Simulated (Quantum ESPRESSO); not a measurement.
# Acoustic and optical branches of zinc-blende BP along [100] and [111] against a nearest-plane chain, LDA linear response

A terahertz acoustic filter cut from a single crystal is easier to design if the frequency of the travelling wave follows a one-line formula. The target set here for boron phosphide is an acoustic wave between 7 and 12 THz, with a wavelength of at least four repeat distances of the atomic planes. The sine law of a simple chain, fixed by the zone-boundary frequency alone, must reproduce its frequency to within 5%. Among the rows that pass, the one closest to the law is preferred.

The calculation gives harmonic frequencies along [100] and [111]. Each acoustic branch is measured against $\omega_b\sin(\pi\xi/2)$, where $\omega_b$ is its own computed frequency at $\xi=1$. The same rows show whether forces between nearest planes are enough to describe the crystal.

## Calculations

One crystal, BP (zinc-blende) (known phase). The structures stem from measured cells of the Crystallography Open Database, directly or through a relaxation at another level; cell and atoms were relaxed at zero pressure at each row's own level, inside the symmetry of the start, with no thermal or zero-point expansion. Program: Quantum ESPRESSO 7.5, plane waves, LDA, PseudoDojo norm-conserving potentials, scalar-relativistic without spin-orbit coupling, no spin polarisation. Wave-function cutoff 1143 to 1374 eV (chosen for the hardest element of each cell); on the k meshes (Γ-centred) the least product of divisions and cell-vector length runs from 31 to 39 Å. Occupations: fixed. Harmonic modes at natural masses come from linear response (density functional perturbation theory), with the acoustic sum rule imposed. Branches were Fourier-interpolated from a 4×4×4 q mesh solved by linear response, with the dipole term. The rows are a selection of points from finer curves (every second point of the path, the zone boundary included).

- chain scale: chain scale sin(πξ/4).
- ξ: wavevector ξ as a fraction of the way from Γ to the zone boundary.
- origin: solved on the q mesh or Fourier-interpolated.
- LA (cm⁻¹): longitudinal acoustic branch.
- TA (cm⁻¹): transverse acoustic branch, twofold.
- LO (cm⁻¹): longitudinal optical branch.
- TO (cm⁻¹): transverse optical branch, twofold.

Input lines of one member:

```
phonons
 &inputph
    prefix='x',
    outdir='./tmp',
    fildyn='x.dyn',
    tr2_ph=1.0d-18,
    epsil=.true.,
    ldisp=.true.,
    nq1=4,
    nq2=4,
    nq3=4,
 /
```

Command (options for logging and memory left out): `OMP_NUM_THREADS=1 mpirun -n 4 ph.x -nk 4 -in ph.in > ph.out`

## The series

| member | direction | chain scale | ξ | origin | LA (cm⁻¹) | TA (cm⁻¹) | LO (cm⁻¹) | TO (cm⁻¹) |
| --- | --- | --- | --- | --- | --- | --- | --- | --- |
| ξ = 0.167 | Γ to L, along [111] | 0.131 | 0.167 | interpolated | 125.1 | 70.0 | 827.1 | 817.1 |
| ξ = 0.333 | Γ to L, along [111] | 0.259 | 0.333 | interpolated | 244.7 | 132.0 | 821.6 | 806.8 |
| ξ = 0.500 | Γ to L, along [111] | 0.383 | 0.500 | solved | 352.2 | 179.0 | 810.6 | 794.9 |
| ξ = 0.667 | Γ to L, along [111] | 0.500 | 0.667 | interpolated | 439.4 | 207.6 | 795.6 | 786.6 |
| ξ = 0.833 | Γ to L, along [111] | 0.609 | 0.833 | interpolated | 497.4 | 220.5 | 781.7 | 783.3 |
| ξ = 1.000 | Γ to L, along [111] | 0.707 | 1.000 | solved | 518.0 | 223.8 | 775.9 | 782.7 |
| ξ = 0.167 | Γ to X, along [100] | 0.131 | 0.167 | interpolated | 133.8 | 89.5 | 829.1 | 814.2 |
| ξ = 0.333 | Γ to X, along [100] | 0.259 | 0.333 | interpolated | 258.9 | 172.8 | 828.3 | 793.9 |
| ξ = 0.500 | Γ to X, along [100] | 0.383 | 0.500 | solved | 368.1 | 241.2 | 823.6 | 765.9 |
| ξ = 0.667 | Γ to X, along [100] | 0.500 | 0.667 | interpolated | 455.7 | 286.2 | 815.8 | 742.7 |
| ξ = 0.833 | Γ to X, along [100] | 0.609 | 0.833 | interpolated | 515.1 | 307.5 | 807.9 | 731.9 |
| ξ = 1.000 | Γ to X, along [100] | 0.707 | 1.000 | solved | 536.8 | 313.0 | 804.3 | 729.7 |

## Interpretation

The law tested here is that of a chain with one plane per repeat distance; the tabulated chain scale, sin(πξ/4), belongs to a chain of two like planes and is not used. The longitudinal acoustic (LA) branch stays close to the sine law, and the transverse acoustic (TA) branch does not. At $\xi=0.167$ LA lies below the law by 4% along [100] and 7% along [111], whereas TA lies above it by 10% and 21%.

A more general test allows for unlike masses and for two unlike force constants. If only nearest planes interact, the acoustic and optical frequencies of one polarisation obey

$$\omega_A^2+\omega_O^2=\text{constant},\qquad \omega_A\,\omega_O\propto\sin(\pi\xi/2).$$

The longitudinal pair breaks the first relation. Between $\xi=0.167$ and the boundary along [100], the sum grows from 133.8² + 829.1² = 7.05 × 10⁵ to 536.8² + 804.3² = 9.35 × 10⁵ cm⁻², a rise of 33%; along [111] the rise is 24%. Yet its product, divided by the sine, stays within 1% of the boundary value on every row. A positive spring between like planes one repeat distance apart has this signature: it raises the sum directly but alters the sine form of the product only at second order. The good sine shape of LA is therefore no sign that the forces stop at the nearest plane.

The transverse pair behaves the other way round. Its sum falls by only 6% along [100] and roughly 1.5% along [111], but its product divided by the sine is 23% and 26% higher at $\xi=0.167$ than at the boundary. TA rises steeply and then flattens. In tetrahedral covalent crystals this flattening is understood as the work of long-range forces, carried by the electronic charge in the bonds as it responds to the moving atoms.

## Members off the line

The largest departure from the sine law is TA along [111] at $\xi=0.167$, where 70.0 cm⁻¹ stands against 223.8 × 0.259 = 58.0 cm⁻¹. This row is interpolated, and interpolation is least sure near Γ. The departure itself does not hang on it: at $\xi=0.500$, solved directly, TA is still 13% above the law along [111] and 9% above it along [100].

The optical branches along [111] change order. LO lies above TO at $\xi=0.167$ (827.1 − 817.1 = 10.0 cm⁻¹) but below it at the boundary (782.7 − 775.9 = 6.8 cm⁻¹). The twofold degeneracy of TO identifies the branches, and the boundary row is solved directly, so the reversal can be accepted as a result of this level. Near Γ the electric field of the longitudinal mode lifts LO; towards L the short-range forces decide the order.

## Selection

Frequencies are converted with $\nu[\text{THz}]=0.02998\,\tilde\nu[\text{cm}^{-1}]$. The wavelength is $\lambda=2d/\xi$, with $d$ the repeat distance of the planes, so $\lambda\ge4d$ requires $\xi\le0.5$. The error of the law is $\omega_b\sin(\pi\xi/2)/\omega-1$.

Five acoustic entries meet the frequency and wavelength limits:

- LA [100], $\xi=0.500$: 368.1 × 0.02998 = 11.0 THz; law 536.8 × 0.7071 = 379.6 cm⁻¹, error +3.1%.
- LA [100], $\xi=0.333$: 258.9 × 0.02998 = 7.76 THz; law 536.8 × 0.5000 = 268.4 cm⁻¹, error roughly +3.7%.
- LA [111], $\xi=0.500$: 352.2 × 0.02998 = 10.6 THz; law 518.0 × 0.7071 = 366.3 cm⁻¹, error +4.0%.
- LA [111], $\xi=0.333$: 244.7 × 0.02998 = 7.34 THz; law 518.0 × 0.5000 = 259.0 cm⁻¹, error +5.8%.
- TA [100], $\xi=0.500$: 241.2 × 0.02998 = 7.23 THz; law 313.0 × 0.7071 = 221.3 cm⁻¹, error roughly −8.2%.

The last two fail the 5% limit. TA along [111] never enters the contest, since its rows with $\xi\le0.5$ reach only 179.0 × 0.02998 = 5.37 THz.

For tetrahedral semiconductors, LDA frequencies are typically good to roughly 3%. That is an uncertainty of roughly 0.3 THz on the first entry and 0.2 THz on the second, which leaves both inside the window. An error that scales a whole branch cancels from the test of the law, because $\omega_b$ scales with it.

The pick is the LA wave along [100] at $\xi=0.500$, which is also a directly solved point. The runner-up is the same branch at $\xi=0.333$. The order is narrow: with the boundary frequency held fixed, lowering the pick by roughly 2 cm⁻¹ would make the two errors equal. A filter restricted to 7 to 9 THz would also turn the choice to the runner-up.

## Conclusions and limits

Over the tabulated rows from $\xi=0.167$ to the boundary, the one-constant sine serves LA to within about 4% along [100] and 7% along [111]. It should not be used to infer long-wavelength TA frequencies from the boundary value: at $\xi=0.167$ the result is roughly 10% too low along [100] and 17% too low along [111].

No omitted effect rivals the spread between branches. The three passing rows, however, differ by only 0.9 percentage points in their error. Thermal and zero-point expansion, together with anharmonic shifts, usually lower such frequencies by roughly 1% at room temperature. If they acted unevenly along the LA branch, they could reorder those three rows, though hardly bring TA onto the law.

[Logs are printed without paths, hosts, clocks, repeated set-up lines and the standing remarks that a program may print on its own settings, such as how far it seeks lower states.]

[On method and selection: Runs that did not converge, have known faults or may not be shown are not listed, and runs on Ansatz's PAW sets soft_1 and soft_2 are kept to separate tables.]
